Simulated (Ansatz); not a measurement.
## Strength of the Si–H bond: B(SiH3)3 → B(SiH2)(SiH3)2 + H

Species: B(SiH3)3, singlet; B(SiH2)(SiH3)2, doublet; H atom, doublet. 

Shapes, held fixed at every level: PBE0-D4/def2-TZVP. Programs: Ansatz 0.2.0. The zero-point and thermal change to 298 K, harmonic and unscaled (PBE0-D4/def2-TZVP), is -16.5 kJ/mol.

| level | kind | ΔH(298 K) (kJ/mol) | less CCSD(T)/CBS estimate | CPU time (sum over the molecules) |
| --- | --- | --- | --- | --- |
| HF/def2-SVP | Hartree–Fock | +249.7 | -69.1 | – |
| SPW92/def2-TZVPP | LDA | +323.7 | +4.9 | 23 s |
| PBE-D4/def2-TZVPP | GGA | +289.5 | -29.3 | 32 s |
| BHLYP-D4/def2-TZVPP | global hybrid | +313.5 | -5.3 | 45 s |
| r2SCAN0-D4/def2-TZVPP | global hybrid | +297.5 | -21.3 | 61 s |
| MP2/def2-TZVPP | perturbation theory | +296.9 | -21.9 | – |
| CCSD(T)/CBS estimate | coupled cluster or CI | +318.8 | 0.0 | 8.2 min |

The highest level, CCSD(T)/CBS estimate, gives ΔH(298 K) = +318.8 kJ/mol; the levels span +249.7 to +323.7. The column of differences is taken from that level and isn't an error. Hartree–Fock misses the correlation of the pair that is broken and comes out low. No measured value is set beside it here. Open shells run unrestricted unless RO is named. The CBS estimate extrapolates MP2 from def2-TZVPP and def2-QZVPP and adds CCSD(T) − MP2 in the triple-zeta set, cores frozen. Times are processor times on shared x86 and Arm servers, and rough.

At +318.8 kJ/mol, the Si–H bond in B(SiH3)3 is markedly weaker than that in silane. The likely reason lies in the radical: trivalent boron has a formally vacant p orbital, which can accept density from the singly occupied orbital on the adjacent silicon. The resulting one-electron π bonding stabilises the product in a way that the closed-shell parent, with its hydrogen still in place, can match only through weaker hyperconjugation.

The near agreement of LDA with coupled cluster probably reflects cancellation between its general overbinding and errors specific to the hydride and the delocalised radical, so it doesn't make LDA a dependable choice for related bonds. Nor can the whole Hartree–Fock shortfall be assigned to missing correlation, since that row also uses the smallest basis. The energies support a weakened Si–H bond, but without a spin density or a comparison radical lacking boron they don't separate π delocalisation from the other substituent effects.
